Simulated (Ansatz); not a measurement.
## AgO2: the change of pressure and energy above lowest point with volume per atom

All results are calculated (Ansatz 0.2.0 development build). Equation of state of a cubic crystal from periodic Kohn-Sham density functional theory without spin; pressure corrected for the finite basis.

Cell of the first row (space group Fm-3m, No. 225):
```
AgO2
1.0
      0.0000     2.5283     2.5283
      2.5283     0.0000     2.5283
      2.5283     2.5283     0.0000
Ag O
1 2
Direct
  0.00000 0.00000 0.00000
  0.25000 0.25000 0.25000
  0.75000 0.75000 0.75000
```

Settings of every row: formula AgO2; structure type fluorite; functional PBE; spin treatment none; k mesh 18x18x18; occupation method fermi-dirac; occupation width 0.061225619 eV; wave cutoff 700 eV; datasets hard PAW; density cutoff ratio 4.

Limits: a cubic model structure, not a phase known at ambient conditions; modest k-mesh, values are not fully converged in k; no spin polarisation, a magnetic state may lie lower; the SCF threshold is loose for a stress in some rows.

| row | volume per atom (Å³) | pressure (GPa) | energy above lowest point (meV/atom) |
| --- | --- | --- | --- |
| 1 | 10.774 | 10.537 | 21.28 |
| 2 | 11.003 | 6.592 | 9.08 |
| 3 | 11.232 | ? | ? |
| 4 | 11.462 | 0.029 | 0 |
| 5 | 11.691 | -2.688 | 1.94 |
| 6 | 11.92 | -5.082 | 7.54 |
| 7 | 12.149 | -7.19 | 16.35 |

Question: what pressure and energy above lowest point should row 3 give?

Worked fit of pressure. Take u = (V_r/V)^(2/3) − 1 with V_r = 11.576 Å³ an atom, which is twice the finite (Eulerian) strain; such expansions in the strain, on which the Birch-Murnaghan equation of state is built, carry the rest volume and the bulk modulus. The shown rows have u = 0.04903, 0.03442, 0.00662, -0.00657, -0.01933, -0.0317. Least squares give pressure = −1.367 + 205.639 × u + 717.22 × u² + 818.3 × u³ GPa; a parabola predicts inner rows, each left out in turn, worse (root mean square 0.017 against 0.0058 GPa). The rows lie off it by 0.001, -0.002, 0.003, -0.001, -0.002, 0.001. The pressure vanishes at u = 0.0065, or V = 11.46 Å³ an atom, and there the bulk modulus at fixed shape and fractions is B = −V dP/dV = (2/3)(1 + u) dP/du = 144 GPa. The withheld row has u = 0.02032, so the fit gives −1.367 + 205.639 × (0.02032) + 717.22 × (0.02032)² + 818.3 × (0.02032)³ = 3.115 GPa.

The calculation gave 3.107 GPa. The fit lies 0.008 GPa (0.045 % of the column's range) above it; its largest miss of a shown row is 0.003 GPa.

Worked fit of energy above lowest point. Take u = (V_r/V)^(2/3) − 1 with V_r = 11.576 Å³ an atom, which is twice the finite (Eulerian) strain; such expansions in the strain, on which the Birch-Murnaghan equation of state is built, carry the rest volume and the bulk modulus. The shown rows have u = 0.04903, 0.03442, 0.00662, -0.00657, -0.01933, -0.0317. Least squares give energy above lowest point = 0.482 − 148.69 × u + 11330.1 × u² + 7222 × u³ meV/atom; a parabola predicts inner rows, each left out in turn, worse (root mean square 0.14 against 0.0075 meV/atom). The rows lie off it by 0.00, 0.00, 0.00, -0.01, 0.00, 0.00. Its lowest point lies at u = 0.0065, or V = 11.46 Å³ an atom, and the curvature there gives the bulk modulus at fixed shape and fractions, B = (4/9)(1 + u)² E″(u)/V = 144 GPa. The withheld row has u = 0.02032, so the fit gives 0.482 − 148.69 × (0.02032) + 11330.1 × (0.02032)² + 7222 × (0.02032)³ = 2.20 meV/atom.

The calculation gave 2.2 meV/atom. The fit meets it to the printed digit.
